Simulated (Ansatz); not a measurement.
# LaS2: pressure and formation energy against volume per atom

Plane-wave density functional theory, PAW datasets, Gaussian smearing 0.05 eV: one cell in which all forces lie under 0.002 eV/angstrom; stress (xx yy zz yz xz xy) and pressure positive in compression; site moments are of spin alone; formation energy from the elements run alike, uncorrected. The results are calculated, by Ansatz 0.2.0.

Cell of the first row (space group Fm-3m, No. 225):
```
CELL_PARAMETERS angstrom
0.00000 3.32010 3.32010
3.32010 0.00000 3.32010
3.32010 3.32010 0.00000
ATOMIC_POSITIONS crystal
La 0.00000 0.00000 0.00000
S 0.25000 0.25000 0.25000
S 0.75000 0.75000 0.75000
```

Settings of every row: paw set soft_2; functional PBEsol; spin treatment none; moment partition spheres; spin axis none; wave cutoff 420 eV; k mesh 8x8x8; SCF start atoms; lower state search light; symmetry use detected.

Atom first moment, atom hubbard u: 0 on all atoms.

Limits: the cell comes from a prototype or a list of computed structures and needn't be the stable phase.

| row | volume per atom (Å³) | pressure (GPa) | formation energy (eV per atom) | energy above relaxed cell (meV per atom) |
| --- | --- | --- | --- | --- |
| 1 | 24.397 | 2.872 | -1.5364 | 8.78 |
| 2 | 24.906 | 1.353 | -1.5431 | 2.09 |
| 3 | 25.414 | ? | ? | ? |
| 4 | 25.922 | -1.280 | -1.5431 | 2.09 |
| 5 | 26.312 | -2.161 | -1.5389 | 6.27 |
| 6 | 26.431 | -2.416 | -1.5372 | 7.96 |
| 7 | 26.926 | -3.421 | -1.5282 | 17.01 |

Question: what pressure and formation energy should row 3 give?

Worked fit of pressure. Take u = (V_r/V)^(2/3) − 1 with V_r = 26.117 Å³ an atom, which is twice the finite (Eulerian) strain; such expansions in the strain, on which the Birch-Murnaghan equation of state is built, carry the rest volume and the bulk modulus. The shown rows have u = 0.04646, 0.03216, 0.00501, -0.00495, -0.00794, -0.02013. Least squares give pressure = −1.7282 + 88.582 × u + 224.57 × u² GPa; a straight line predicts inner rows, each left out in turn, worse (root mean square 0.087 against 0.0014 GPa). The rows lie off it by 0.000, 0.000, -0.001, 0.000, 0.001, -0.001. The pressure vanishes at u = 0.0186, or V = 25.4 Å³ an atom, and there the bulk modulus at fixed shape and fractions is B = −V dP/dV = (2/3)(1 + u) dP/du = 65.8 GPa. The withheld row has u = 0.01836, so the fit gives −1.7282 + 88.582 × (0.01836) + 224.57 × (0.01836)² = -0.026 GPa.

The calculation gave -0.027 GPa. The fit lies 0.001 GPa (3.6 % of the value, 0.016 % of the column's range) above it, one unit of the last digit.

Worked fit of formation energy. Take u = (V_r/V)^(2/3) − 1 with V_r = 26.117 Å³ an atom, which is twice the finite (Eulerian) strain; such expansions in the strain, on which the Birch-Murnaghan equation of state is built, carry the rest volume and the bulk modulus. The shown rows have u = 0.04646, 0.03216, 0.00501, -0.00495, -0.00794, -0.02013. Least squares give formation energy = −1.54127 − 0.4213 × u + 11.322 × u² eV per atom; a straight line predicts inner rows, each left out in turn, worse (root mean square 0.0044 against 9.3e-06 eV per atom). All shown rows lie on it to the printed digit. The withheld row has u = 0.01836, so the fit gives −1.54127 − 0.4213 × (0.01836) + 11.322 × (0.01836)² = -1.5452 eV per atom.

The calculation gave -1.5452 eV per atom. The fit meets it to the printed digit.

The other values of row 3: energy above relaxed cell 0 meV per atom.
